PBE makes the band gap of diamond too small by about 1.4 eV, and nothing in the smooth run of the gap with volume gives this away. What the curve does give away is a far smaller fault, a kink of about 4 meV at 5.672 Å³/atom. The two errors have different origins, and each needs its own test.

Diamond (two-atom cell, space group Fd-3m) at nine volumes, computed with Ansatz 0.2.0 using all-electron LAPW and the PBE functional, scalar-relativistic and without spin polarization. All runs use a 20×20×20 k mesh, Fermi-Dirac smearing of 0.08 eV and a basis error target of 0.5 meV/atom. Gaps are differences between Kohn-Sham levels.

```
volume (Å³/atom)  shortest distance (Å)  band gap (eV)  smallest direct gap on path (eV)
           5.332                  1.513          4.283                             5.772
           5.445                  1.524          4.235                             5.713
           5.559                  1.534          4.187                             5.656
           5.615                  1.539          4.164                             5.628
           5.672                  1.544          4.138                             5.600
           5.729                  1.550          4.119                             5.572
           5.786                  1.555          4.097                             5.545
           5.899                  1.565          4.054                             5.491
           6.013                  1.575          4.012                             5.439
```

The direction of the trend agrees with the simplest bonding picture. The valence states of diamond are bonding combinations of orbitals on neighbouring atoms, and the lowest conduction states are largely antibonding. Longer bonds mean weaker coupling and a smaller splitting between the two sets, and the gap narrows at every step as the crystal expands. Over the whole table it falls by 0.271 eV. The bonding picture alone does not fix this sign for a conduction minimum near X, however: in silicon, which has the same structure, the indirect gap widens on expansion.

For so small a range of volumes, the gap should be nearly linear in the logarithm of the volume:

$$E_g(V) \approx E_0 + a\,\ln(V/V_0).$$

Here $V_0$ = 5.695 Å³/atom is the volume at which the calculated pressure vanishes, and $a$ is the volume deformation potential. A least-squares line through eight rows, without the one at 5.672 Å³/atom, gives $E_0$ = 4.133 eV and $a$ = −2.256 eV. The line misses none of these eight rows by more than about 1.3 meV. These misses are a gentle bend, with the local slope running from about −2.3 eV at the smallest volumes to −2.2 eV at the largest, so $a$ is an average over the range. One per cent more volume lowers the gap by about 0.02 eV.

The omitted row, left out because its oddity was already known, can now be compared with the line. Since $\ln(5.672/5.695)$ is −0.0040, the line gives 4.133 + 2.256 × 0.0040 = 4.142 eV, whereas the table has 4.138 eV. The difference looks negligible, but it spoils a slope taken between adjacent volumes. The step into this row gives −2.57 eV for $a$ and the step out of it −1.90 eV, each about 15% off the fitted value.

The direct gap shows where to look for the cause, because it passes through the same row without a kink. Its two levels lie at Γ, the centre of the Brillouin zone, which belongs to the mesh of k points at every volume. The indirect gap ends instead at a conduction minimum on the line from Γ to X, whose exact position no symmetry fixes. A mesh point close to that minimum, but not on it, gives too high a conduction edge and hence too large a gap.

The calculation at 5.672 Å³/atom in fact gives 4.142 eV on its regular mesh, in line with the other rows. In the three runs that record it, this one included, the lowest conduction state on the mesh sits at the same point, seven tenths of the way from Γ to X. The error from missing the true minimum then changes smoothly from row to row, but it need not be constant. The conduction level at X lies 0.617 eV above this mesh point at 5.445 Å³/atom and 0.629 eV above it at 5.899 Å³/atom, whereas a valley of fixed position and mass would make that distance shrink with the zone. The minimum probably drifts towards the mesh point on expansion, which would tilt $a$ slightly. The lower value in the table would follow if the gap of this row alone had been taken from k points nearer to the true minimum. With a rough valley mass of 1.5 electron masses, an offset of a fifth of a mesh step is enough to account for the difference. The same parabola, shifted that far towards X, rises by about 0.61 eV from its bottom to X. The run has the X level 0.625 eV above the mesh point, or about 0.63 eV above the lower edge, so mass and offset fit a second number as well. This row is also the base cell from which the other eight were scaled. The explanation remains likely and not proven, since the source of the lower value is not recorded. If it is right, the odd row holds the more accurate PBE gap, and the eight regular rows share a small error that their smoothness conceals.

The large error is concealed in the same way, by being present in every row. It appears only beside a value from outside the table: the measured gap of diamond is roughly 5.5 eV, against 4.13 eV calculated at zero pressure. A wrong volume is no way out, because the entire range of volumes shifts the gap by only a fifth of the shortfall. Nor do the fixed atoms excuse it, for zero-point motion lowers the measured gap, and a fair comparison without that motion would leave PBE further behind.

Theory traces the shortfall to what the calculated number means. A measured gap is the energy needed to remove an electron from the crystal, less the energy gained by adding one elsewhere. The calculation takes the difference between two orbital energies of the crystal with its electron number unchanged. In exact theory, the exchange-correlation potential jumps by a constant when an electron is added, and that jump belongs to the gap. The PBE potential depends only on the density and its derivatives, which one extra electron in a large crystal hardly alters, so the jump is missing. In diamond it is expected to make up most of the shortfall, while the rest comes from the approximate form of the PBE potential.

The direct gap sets a trap here. Near zero pressure it is about 5.6 eV, which looks like agreement with experiment, but the measured 5.5 eV is an indirect gap. The comparison sets two different transitions side by side, and their closeness is accidental.

The two errors also need different remedies. Against the kink, the band edges at all volumes should be taken from the same set of k points, or, better, the conduction minimum should be located separately at each volume, since only that also removes the mesh error hidden in the smooth rows. Against the large error a finer mesh is no help. It takes a method whose levels include at least part of the jump, such as a hybrid functional or a GW calculation.

The slope $a$ may fare better than the gap itself, because an error that is the same at all volumes cancels from $a$. Whether the missing jump really stays constant as the bonds stretch cannot be decided here. That would take gaps measured under pressure, or a method that includes the jump, at two or more of these volumes.
